**Working notes: what moves and what does not in a double dipole exposure at $k_1=0.3$**

**Baseline.** I take $\lambda=193$ nm and NA $=1.35$ as typical ArF immersion inputs, so $\lambda/\mathrm{NA}=143.0$ nm. With $k_1=(p/2)\,\mathrm{NA}/\lambda=0.3$ the pitch is $p=85.8$ nm. All lengths are at wafer scale, and I carry unrounded values between steps. Contrast means $(\max-\min)/(\max+\min)$. Exposure 1 uses an $x$ dipole for lines periodic in $x$. Exposure 2 uses a $y$ dipole for lines periodic in $y$, and its mask shields the $x$ lines. Both land in one resist film before one development.

The model is a thin mask, point poles, best focus and scalar fields. A 1:1 binary grating has amplitudes $a_0=1/2$ and $a_1=1/\pi$. In pupil units of $\mathrm{NA}/\lambda$ the orders are $1/(2k_1)=1.67$ apart. A pole at $\sigma=1/(4k_1)=0.833$ puts two orders at $\pm0.833$ and the next at 2.50, outside the pupil. Each pole gives
$$I=a_0^2+a_1^2+2a_0a_1\cos\frac{2\pi x}{p}\;\propto\;1+C\cos\frac{2\pi x}{p},\qquad C=\frac{2a_0a_1}{a_0^2+a_1^2}=\frac{4\pi}{\pi^2+4}=0.906 .$$
The normalized image log slope, $\mathrm{NILS}=\mathrm{CD}\,|d\ln I/dx|$ at the edge, is $\pi C=2.85$ for equal lines and spaces. The scalar form needs the field along the lines (TE). In a resist of typical index $n=1.7$ the beams travel at $\sin\theta=\lambda/(2pn)=0.662$, and unpolarized light would multiply $C$ by about $\cos^2\theta=0.56$. I assume TE throughout.

**The result I predict from.** Each source point delivers plane waves with $|f|\le\mathrm{NA}/\lambda$. The intensity holds only differences of two such frequencies, so $|f|\le2\,\mathrm{NA}/\lambda$. Adding source points or exposures adds spectra, a stage shift multiplies them by a phase, and diffusion blur multiplies them by a filter. None of these creates a frequency. The summed dose therefore holds no period below $\lambda/(2\,\mathrm{NA})=71.5$ nm, or $k_1=0.25$. A resist with a monotonic, single-threshold response to that sum places one edge at each crossing of one dose level, so it cannot print a grating finer than this. It sharpens the modulation that is present and adds no lines. A non-monotonic response, as in dual-tone development, keeps or removes a window of intermediate dose. Applied to $1+C\cos(2\pi x/p)$ with the window centred on the mean, it gives two lines per period, at pitch $p/2=42.9$ nm. Any response to the sum leaves a flat dose flat. Beating the limit thus needs either such a two-threshold response to a modulated sum or a nonlinearity that acts on each exposure before the addition. These notes keep the response monotonic and follow the second route.

My question is: which single changes alter contrast, which alter period, and by how much?

**Change 1: lower $k_1$.** *Guess:* contrast does not depend on pitch while both orders pass, so I expect no change and then a step to zero, at $k_1=0.25$ at the latest. *Calculation:* with the poles left at 0.833 the first order passes while $1/(2k_1)-0.833\le1$, that is $k_1\ge0.273$ or $p\ge78.0$ nm. Retuned poles need $\sigma=0.962$ at $k_1=0.26$, where $C$ is still 0.906. At $k_1=0.24$ they need $\sigma=1.042$, outside the pupil, and $C=0$. The second exposure does not move this limit. Poles of finite size round the step.

**Change 2: drop the shield and use the same mask twice.** *Guess:* the $y$ poles throw the first orders of the $x$ grating to $(\pm1.67,\pm0.833)$, outside the pupil. Only $a_0^2$ arrives, a component at $f=0$. The period stays, and since the background is about 0.7 of the mean, the contrast should fall by some 40 %. *Calculation:* at equal doses the relative background is $b=a_0^2/(a_0^2+a_1^2)=0.712$. The dose is $1+b+C\cos(2\pi x/p)$, with contrast $C/(1+b)=0.529$, a loss of 42 %, and NILS $=1.66$. With the shield kept and an illustrative stray background $b=0.03$ the contrast is 0.880. This is the whole benefit of double dipole: it removes background, and it adds no bandwidth.

**Change 3: turn exposure 2 into $x$ lines shifted by $p/2$.** *Guess:* the target period $p/2=42.9$ nm ($k_1=0.15$) sits at $2/p=3.33\,\mathrm{NA}/\lambda$, beyond the band edge at 2. Neither image holds it, and the fundamentals cancel. The contrast should go to zero, and any imperfection should show at period $p$, in first order. *Calculation:* with $k=2\pi/p$ and shift $p/2+\delta$,
$$D=2+C[\cos kx-\cos(kx-k\delta)]=2-2C\sin\frac{k\delta}{2}\,\sin\!\left(kx-\frac{k\delta}{2}\right).$$
At $\delta=0$ the dose is the constant 2. For an illustrative overlay $\delta=2$ nm, $\sin(\pi\delta/p)=0.0732$ and the contrast is 0.066, at period 85.8 nm.

**Change 4: same geometry, memoryless quadratic resist.** The latent image is now $I_1^2+I_2^2$, as for an ideal two-photon absorber that keeps no intermediate state between exposures. *Guess:* squaring extends the band to $4\,\mathrm{NA}/\lambda$, which contains 3.33, so period $p/2$ appears. It is second order in $C$ and rides on a pedestal of at least 2, so the contrast should be low. *Calculation:*
$$(1+C\cos kx)^2+(1-C\cos kx)^2=2+C^2+C^2\cos2kx ,$$
with contrast $C^2/(2+C^2)=0.291$. Non-negative intensity means $C\le1$, so the ceiling is $1/3$. A material that squares the accumulated dose gives $(I_1+I_2)^2=4$, with contrast zero.

From here I vary one further thing at a time.

- *Mask.* A typical 6 % attenuated phase-shift mask has dark amplitude $t=-\sqrt{0.06}$, so $a_0=(1+t)/2=0.378$ and $a_1=(1-t)/\pi=0.396$. Nearly equal beams should reach the ceiling. They do: $C=0.999$ and the contrast is 0.333.
- *Order.* A cubic response gives $2+6C^2\cos^2kx$ and contrast $3C^2/(2+3C^2)=0.552$ for the binary mask.
- *Linear admixture.* For a response $I+\beta I^2$, with $I$ in units of its mean, the linear part only raises the pedestal. The contrast is $\beta C^2/[2+\beta(2+C^2)]=0.170$ at $\beta=1$.
- *Overlay.* Each $I^2$ has a fundamental of amplitude $2C$, much larger than its harmonic $C^2/2$, so the cancellation must be fragile. The sum keeps $4C\sin(\pi\delta/p)$ at period $p$ against $C^2\cos(2\pi\delta/p)$ at $p/2$. The ratio is 0.33 at $\delta=2$ nm, so alternate fringes differ strongly.
- *Blur.* A Gaussian blur of standard deviation $s$ after the response multiplies a period $P$ by $\exp(-2\pi^2s^2/P^2)$. For an illustrative $s=8$ nm this is 0.84 at $p$ and its fourth power, 0.50, at $p/2$. The contrast 0.291 falls to 0.146, while the baseline falls only to 0.763.

**Change 5: develop and transfer between the exposures.** *Guess:* a threshold turns each image into a binary pattern with all harmonics. The union of two line sets has period $p/2$ at full contrast. The price should move from contrast to geometry: overlay widens one space and narrows the next, while dose moves both the same way. *Calculation:* lines of width CD are centred at $0$, $p/2+\delta$, $p$, and so on. The spaces are
$$S_\pm=\frac p2-\mathrm{CD}\pm\delta ,$$
with CD replaced by the mean width if the two sets differ. Equal lines and spaces need CD $=p/4=21.4$ nm. At $\delta=2$ nm the spaces are 23.4 and 19.4 nm, or $\pm9.3$ %.

Each exposure must now print a $p/4$ line. In positive resist the line sits on the dark fringe, $I=1-C\cos kx$, with its edge at $kx=\pi\,\mathrm{CD}/p=\pi/4$, where $I=0.359$. The dose is thus 2.78 times that for 1:1 lines, and
$$\mathrm{NILS}=\frac{\pi}{2}\,\frac{C/\sqrt2}{1-C/\sqrt2}=2.80 .$$
Raising dose 1 by 3 % should give $\Delta\mathrm{CD}=-2\,\mathrm{CD}\times0.03/\mathrm{NILS}=-0.46$ nm. Solving the threshold condition exactly gives $-0.45$ nm, and both spaces open by 0.22 nm. Blur acts at period $p$ here, so $s=8$ nm enters as $C=0.763$ and lowers NILS to 1.84.

| Change | Period (nm) | Model contrast |
|---|---|---|
| none | 85.8 | 0.906 |
| no shield | 85.8 | 0.529 |
| $p/2$ shift, linear | none | 0 |
| $p/2$ shift, quadratic | 42.9 | 0.291 |
| $p/2$ shift, cubic | 42.9 | 0.552 |
| $p/2$ shift, threshold | 42.9 | binary |

All these numbers are the model's, for point poles, a thin mask, TE light and no blur. The 42.9 nm pitch of change 5 is roughly a third tighter than the 64 nm or so typical of litho-etch-litho-etch production with ArF immersion, where overlay and two-dimensional shapes use up margin that a perfect grating does not need.